# Classical crossing barrier and the Dexter–Klick–Russell criterion: the iodine interstitial in CsPbI$_3$

## Result

Let two electronic states of a defect have harmonic energy curves of equal curvature $\omega^2$ along a mass-weighted coordinate $Q$. Their minima are displaced by $\Delta Q$, and the minimum of the upper (initial) state lies $\Delta E>0$ above that of the lower (final) state. The relaxation energy is $\lambda=\tfrac12\omega^2\Delta Q^2=S\hbar\omega$, where $S$ is the Huang–Rhys factor. With $x=Q/\Delta Q$ counted from the initial minimum ($x=0$) towards the final one ($x=1$), the following holds.

The curves cross once, at

$$x_c=\frac{\lambda-\Delta E}{2\lambda}.\tag{1}$$

The crossing lies above the initial minimum by $E_b$ and above the final minimum by $E_b'$:

$$E_b=\frac{(\Delta E-\lambda)^2}{4\lambda},\qquad E_b'=E_b+\Delta E=\frac{(\Delta E+\lambda)^2}{4\lambda}.\tag{2}$$

Vertical absorption from the lower minimum costs $E_{\rm abs}=\Delta E+\lambda$, and vertical emission from the upper minimum yields $E_{\rm em}=\Delta E-\lambda$. Absorption leaves the system above the crossing if and only if

$$\Lambda\equiv\frac{\lambda}{E_{\rm abs}}>\frac14\iff\lambda>\frac{\Delta E}{3}\iff E_{\rm em}<\frac{E_{\rm abs}}{2}.\tag{3}$$

Condition (3) is the criterion of Dexter, Klick and Russell (1955) for the quenching of luminescence; Bartram and Stoneham (1975) applied it to F centres. It states that a nonradiative path is energetically open during relaxation. It does not give the probability that the path is taken.

## Problem

The iodine interstitial I$_i$ in black-phase CsPbI$_3$ can run a recombination cycle between its positive and neutral charge states:

- electron capture (n): $\mathrm{I}_i^{+}+e^-\to \mathrm{I}_i^{0}$,
- hole capture (p): $\mathrm{I}_i^{0}+h^+\to \mathrm{I}_i^{+}$.

Carriers are at the band edges $E_c$ and $E_v$, and $T=300$ K.

| Input | Value | Status |
|---|---|---|
| band gap $E_g$ | 1.73 eV | typical |
| thermodynamic level $\varepsilon(+/0)-E_v$ | 1.20 eV | assumed |
| displacement $\Delta Q$ between I$_i^+$ and I$_i^0$ | 16.0 amu$^{1/2}$ Å | assumed |
| effective mode $\hbar\omega$, both charge states | 5.0 meV | assumed |

Here $\Delta Q^2=\sum_a m_a|\Delta\mathbf R_a|^2$, summed over atoms. The three assumed inputs were chosen to reproduce the behaviour typically ascribed to this defect: a deep level, a soft mode, a Huang–Rhys factor of order $10^2$ and easy nonradiative capture. All numbers that follow are the model's.

(a) Find $\lambda$ and $S$.

(b) Locate both crossings and find $E_b$ and $E_b'$.

(c) Find the classical thermal weight of each capture step and test the classical treatment.

(d) Apply criterion (3) to both branches. How small would $\Delta Q$ have to be, at fixed $\hbar\omega$, for it to fail?

(e) Let the I$_i^+$ curve have an assumed $\hbar\omega_+=4.5$ or $5.5$ meV while I$_i^0$ keeps 5.0 meV. Which conclusions survive?

(f) For contrast, treat electron capture at the neutral carbon acceptor C$_{\rm N}$ in GaN, with the typical values $E_g=3.5$ eV, $\varepsilon(0/-)-E_v=0.90$ eV, $\lambda=0.46$ eV and $\hbar\omega=40$ meV.

## Solution

Intermediate values carry guard digits; results are rounded.

### Why the formulas hold

With the final minimum as the zero of energy,

$$E_i(x)=\Delta E+\lambda x^2,\qquad E_f(x)=\lambda(1-x)^2 .$$

The quadratic terms cancel in the difference, so the vertical gap is linear in $x$:

$$E_i-E_f=\Delta E-\lambda+2\lambda x .$$

Its only zero is (1). The height above the initial minimum is $\lambda x_c^2=(\Delta E-\lambda)^2/4\lambda$. The height above the final minimum is $\lambda(1-x_c)^2$ with $1-x_c=(\lambda+\Delta E)/2\lambda$, which completes (2). The gap at $x=1$ is $E_{\rm abs}$ and the gap at $x=0$ is $E_{\rm em}$; their difference, the Stokes shift, is $2\lambda$.

Absorption puts the system on the upper curve at $x=1$, with energy $\lambda$ above its minimum. This exceeds $E_b=\lambda x_c^2$ when $|x_c|<1$. The bound $x_c<1$ holds for every $\Delta E>0$, since then $x_c<\tfrac12$. The bound $x_c>-1$ reads $\lambda-\Delta E>-2\lambda$, or $\lambda>\Delta E/3$. Inserting $\Delta E=E_{\rm abs}-\lambda$ gives $4\lambda>E_{\rm abs}$, and inserting $2\lambda=E_{\rm abs}-E_{\rm em}$ gives $E_{\rm em}<E_{\rm abs}/2$. In terms of $\Lambda$,

$$x_c=1-\frac{1}{2\Lambda},\qquad \frac{E_b}{\lambda}=\left(\frac{1-2\Lambda}{2\Lambda}\right)^2 .$$

Three ranges follow. For $\Lambda<\tfrac14$ the crossing is out of reach of the relaxing system. For $\tfrac14<\Lambda<\tfrac12$ it is within reach but lies beyond the upper minimum ($-1<x_c<0$). For $\Lambda>\tfrac12$ it lies between the minima and is met on the way down; $E_{\rm em}$ is then negative, and no vertical emission from the upper minimum exists. At $\Lambda=\tfrac12$ the barrier vanishes.

The result survives many harmonic modes $k$, provided both states share the same modes and frequencies. The gap is then $\Delta E-\lambda+\sum_k\omega_k^2\Delta Q_kQ_k$ with $\lambda=\sum_k\lambda_k$ and $\lambda_k=\tfrac12\omega_k^2\Delta Q_k^2$. Minimising $\sum_k\tfrac12\omega_k^2Q_k^2$ on the surface of zero gap with a Lagrange multiplier gives $Q_k=x\,\Delta Q_k$ with one common $x$. The lowest point of the crossing seam thus lies on the straight line through the two minima, at $x=x_c$, and (2) holds with the total $\lambda$.

### (a) Relaxation energy

The conversion constant is $\hbar^2/(\text{amu Å}^2)=4.1802$ meV. The curvature is

$$\omega^2=\frac{(5.0\ \text{meV})^2}{4.1802\ \text{meV amu Å}^2}=5.9806\ \text{meV amu}^{-1}\text{Å}^{-2},$$

and therefore

$$\lambda=\tfrac12\times5.9806\ \text{meV amu}^{-1}\text{Å}^{-2}\times(16.0)^2\ \text{amu Å}^2=0.7655\ \text{eV},\qquad S=\frac{\lambda}{\hbar\omega}=153 .$$

The vibrational period is $h/\hbar\omega=0.83$ ps. Equal curvature makes $\lambda$ the same for both steps; $2\lambda=1.531$ eV and $4\lambda=3.062$ eV.

### (b) Crossings and barriers

The level $\varepsilon(+/0)$ is the electron energy at which the two relaxed charge states are degenerate. Electron capture drops an electron from $E_c$ to the level, and hole capture drops it from the level to $E_v$:

$$\Delta E_n=E_g-(\varepsilon-E_v)=0.53\ \text{eV},\qquad \Delta E_p=\varepsilon-E_v=1.20\ \text{eV}.$$

For electron capture the initial minimum is that of I$_i^+$, and $\Delta E_n-\lambda=-0.2355$ eV:

$$x_c=\frac{0.2355\ \text{eV}}{1.531\ \text{eV}}=0.154,\qquad E_{b,n}=\frac{(0.2355\ \text{eV})^2}{3.062\ \text{eV}}=0.018\ \text{eV},\qquad E_{b,n}'=\frac{(1.2955\ \text{eV})^2}{3.062\ \text{eV}}=0.548\ \text{eV}.$$

The crossing lies between the minima, 2.46 amu$^{1/2}$ Å from the I$_i^+$ geometry.

For hole capture the initial minimum is that of I$_i^0$, and $\Delta E_p-\lambda=0.4345$ eV:

$$x_c=-\frac{0.4345\ \text{eV}}{1.531\ \text{eV}}=-0.284,\qquad E_{b,p}=\frac{(0.4345\ \text{eV})^2}{3.062\ \text{eV}}=0.062\ \text{eV},\qquad E_{b,p}'=\frac{(1.9655\ \text{eV})^2}{3.062\ \text{eV}}=1.262\ \text{eV}.$$

This crossing lies 4.54 amu$^{1/2}$ Å beyond the I$_i^0$ geometry, on the side away from I$_i^+$: the defect must first distort further from the geometry that it finally adopts. On a common axis with I$_i^+$ at 0 and I$_i^0$ at 16.0, the crossings stand at 2.46 and 20.54 amu$^{1/2}$ Å.

$E_b'$ has two meanings. It is the vibrational energy with which the defect enters the final curve when it passes at the crossing, and it is the classical activation energy of the reverse process, thermal emission of the carrier. Of the 0.548 eV after electron capture, 0.018 eV was borrowed from the heat bath and 0.53 eV is net heat.

### (c) Thermal weight and the classical limit

For weak electronic coupling $H$ between the two states, the golden rule with classical nuclei gives the rate $(2\pi/\hbar)|H|^2G$, where $G$ is the thermal average of $\delta(E_i-E_f)$. The distribution on the initial curve is $P(x)=(\lambda/\pi k_BT)^{1/2}\exp(-\lambda x^2/k_BT)$, and the gap has slope $2\lambda$, so

$$G=\frac{P(x_c)}{2\lambda}=\frac{1}{\sqrt{4\pi\lambda k_BT}}\exp\left(-\frac{E_b}{k_BT}\right).\tag{4}$$

The delta function selects $x_c$, so a coupling that varies with $Q$ enters with its value at the crossing. With $k_BT=25.85$ meV the prefactor is 2.01 eV$^{-1}$.

| Step | $E_b/k_BT$ | $\exp(-E_b/k_BT)$ | $G$ (eV$^{-1}$) |
|---|---|---|---|
| electron capture | 0.70 | 0.50 | 1.0 |
| hole capture | 2.4 | 0.092 | 0.18 |

The nuclear factor favours electron capture by 5.4. The ratio of capture coefficients also contains the two couplings and the Coulomb attraction of the electron to I$_i^+$, which (4) leaves open.

For one mode of equal curvature and constant $H$ the quantum problem is solved in closed form. The probability of a net emission of $p$ quanta is a Fourier coefficient of the generating function $\exp\{S[(\bar n+1)(e^{i\theta}-1)+\bar n(e^{-i\theta}-1)]\}$, where $\bar n$ is the Bose occupation and $2\bar n+1=\coth y$ with $y=\hbar\omega/2k_BT$. Dividing by the level spacing, which smooths the comb of phonon lines, gives

$$G_q=\frac{1}{\pi\hbar\omega}\int_0^{\pi}e^{-S\coth y\,(1-\cos\theta)}\cos(S\sin\theta-p\theta)\,d\theta,\qquad p=\frac{\Delta E}{\hbar\omega}.$$

Here $y=0.097$, with $p=106$ for electrons and $p=240$ for holes. The integral gives $G_q/G=1.001$ and $1.007$. The reason is visible in the variance of the released energy, $S(\hbar\omega)^2\coth y=2\lambda k_BT_{\rm eff}$ with $k_BT_{\rm eff}=\tfrac12\hbar\omega\coth y=25.93$ meV, hardly above $k_BT$. Zero-point motion and tunnelling take over only when $y$ approaches 1, near $T=\hbar\omega/2k_B=29$ K. At room temperature the classical barrier is the right concept for so soft a mode.

### (d) The Dexter–Klick–Russell test

The optical counterpart of branch n is $\mathrm{I}_i^0+h\nu\to\mathrm{I}_i^++e^-$, and that of branch p is $\mathrm{I}_i^++h\nu\to\mathrm{I}_i^0+h^+$.

| Branch | $E_{\rm abs}$ (eV) | $E_{\rm em}$ (eV) | $E_{\rm abs}/2$ (eV) | $\Lambda$ | $\lambda-E_b$ (eV) |
|---|---|---|---|---|---|
| n | 1.30 | $-0.24$ | 0.65 | 0.59 | 0.75 |
| p | 1.97 | 0.43 | 0.98 | 0.39 | 0.70 |

Both branches satisfy (3). Branch n has $\Lambda>\tfrac12$ and no vertical emission. Branch p falls in the middle range: emission at 0.43 eV is energetically allowed, but absorption lands 0.70 eV, or 141 quanta, above the crossing. Its absorption energy of 1.97 eV exceeds $E_g$, so band-to-band absorption would hide the centre of the band.

The threshold is $\lambda=\Delta E/3$, which is 0.177 eV for n and 0.400 eV for p. Since $\lambda\propto\Delta Q^2$ at fixed $\hbar\omega$, the critical displacements are $16.0\,(0.400/0.7655)^{1/2}=11.6$ amu$^{1/2}$ Å for p and, likewise, 7.7 amu$^{1/2}$ Å for n.

Two further conditions decide whether the open path is used.

First, the coordinate must reach $x_c$. Undamped motion from $x=1$ follows $x=\cos\omega t$ and meets $x_c=-0.284$ after $\arccos(x_c)/\omega=0.24$ ps. The barrier is the fraction $x_c^2$ of the landing energy, so up to 92 per cent of it may be lost on the way. With many modes the gap follows $x(t)=\sum_k(\lambda_k/\lambda)\cos\omega_kt$. A wide spread of frequencies can bring this to zero with little overshoot, and a crossing at negative $x_c$ is then missed although (3) holds.

Second, the system must change state at the crossing. The Landau–Zener probability for one passage is $1-\exp[-2\pi|H|^2/(\hbar|\dot\Delta|)]$, where the gap changes at the rate $|\dot\Delta|=2\lambda\omega(1-x_c^2)^{1/2}$ for undamped motion. For branch p, $\hbar|\dot\Delta|=7.3\times10^{-3}$ eV$^2$, and the exponent reaches 1 at $|H|=34$ meV. For a carrier released into a band, $|H|^2$ scales as the inverse of the crystal volume, and the passage probability of a single hot defect vanishes with the carrier density. Criterion (3) therefore applies literally to excitations that stay bound at the defect. For a free carrier it only classifies the geometry of the curves. The defect cools first, and capture then proceeds over the thermal barrier of (4), in competition with radiative capture.

### (e) Unequal curvature and other neglected terms

With relaxation energies $\lambda_i$ and $\lambda_f$ on the initial and final curves, the crossing obeys $\Delta E+\lambda_ix^2=\lambda_f(1-x)^2$. The root that joins (1) is

$$x_c=\frac{\lambda_f-\Delta E}{\lambda_f+\sqrt{\lambda_i\lambda_f-\Delta E(\lambda_i-\lambda_f)}},\qquad E_b=\lambda_ix_c^2,$$

and no crossing exists if the radicand is negative. Absorption lands at $x=1$, so the condition is again $|x_c|<1$. Its boundary $x_c=-1$ means $\Delta E+\lambda_i=4\lambda_f$. For $\lambda_i<2\lambda_f$ the criterion becomes $\lambda_f/E_{\rm abs}>\tfrac14$ with $E_{\rm abs}=\Delta E+\lambda_i$; the numerator is the relaxation energy of the lower state. The restriction excludes the case in which both roots lie between $-1$ and 0.

Here $\lambda_+=(\hbar\omega_+/5.0\ \text{meV})^2\times0.7655$ eV belongs to the initial curve of branch n and to the final curve of branch p.

| $\hbar\omega_+$ (meV) | $\lambda_+$ (eV) | $E_{b,n}$ (eV) | $E_{b,p}$ (eV) | $\exp(-E_{b,p}/k_BT)$ | $\lambda_+/E_{\rm abs,p}$ |
|---|---|---|---|---|---|
| 4.5 | 0.620 | 0.015 | 0.19 | $6.7\times10^{-4}$ | 0.32 |
| 5.0 | 0.766 | 0.018 | 0.062 | 0.092 | 0.39 |
| 5.5 | 0.926 | 0.021 | 0.016 | 0.53 | 0.47 |

A change of 10 per cent in one frequency moves the hole barrier by an amount comparable to the barrier or larger, and its Boltzmann factor spans almost three orders of magnitude. That crossing lies outside the interval between the minima, where the final curve is extrapolated to $E_{b,p}'=1.262$ eV above its minimum. The electron barrier stays within a few meV, because the vertical gap at the I$_i^+$ minimum involves only the I$_i^0$ curve, which is held fixed. The outcome of the criterion for branch p is unchanged in all three rows.

Two more terms rival the barriers. From (1) and (2), $\partial E_b/\partial\Delta E=-x_c$. A computed level carries the uncertainty of the band edges and of the finite-size correction of the charged cell. Raising the level by an assumed 0.10 eV lowers $\Delta E_n$ and raises $\Delta E_p$ by that amount, which brings the barriers to $E_{b,n}=0.037$ eV and $E_{b,p}=0.093$ eV. The mean kinetic energy of a carrier in a parabolic band, $\tfrac32k_BT=39$ meV, adds to $\Delta E$; it lowers $E_{b,n}$ by 5 meV and raises $E_{b,p}$ by 11 meV.

Typical first-principles curves for iodine interstitials in lead iodide perovskites are strongly anharmonic, because iodine–iodine bonds change along the path. The harmonic hole barrier can then miss that of the real defect by a factor of several in either direction. The neutral interstitial is also typically found to be metastable (negative-$U$ behaviour), so capture of a second electron to form I$_i^-$ competes with hole capture. The model's barriers of about 0.02 and 0.06 eV show the order of magnitude that goes with the chosen inputs and no more.

### (f) A luminescent counterpart: C$_{\rm N}$ in GaN

For $\mathrm{C_N^0}+e^-\to\mathrm{C_N^-}$, $\Delta E=3.5\ \text{eV}-0.90\ \text{eV}=2.60$ eV. Then

$$E_{\rm abs}=3.06\ \text{eV},\qquad E_{\rm em}=2.14\ \text{eV},\qquad \Lambda=\frac{0.46\ \text{eV}}{3.06\ \text{eV}}=0.15,\qquad E_b=\frac{(2.14\ \text{eV})^2}{4\times0.46\ \text{eV}}=2.5\ \text{eV}.$$

The inputs were chosen as typical of the yellow luminescence ascribed to this acceptor, so $E_{\rm em}$ is no prediction. What the model adds is the classification. $E_{\rm em}$ exceeds $E_{\rm abs}/2=1.53$ eV, $\Lambda$ is below $\tfrac14$, and the crossing at $x_c=-2.3$ lies 2.0 eV above the point where absorption lands. The value of $E_b$ is a far extrapolation of both parabolas. With $y=0.77$ at 300 K the mode is not classical either, so any residual multiphonon capture proceeds by tunnelling below the crossing and (4) does not give its rate. In the model the interstitial in CsPbI$_3$ has $\lambda$ comparable to $\Delta E$ on both branches, which puts both crossings within about $2.4\,k_BT$ of the initial minima, whereas the acceptor in GaN has $\lambda$ well below $\Delta E/3=0.87$ eV, which leaves photon emission as the open channel for the electron.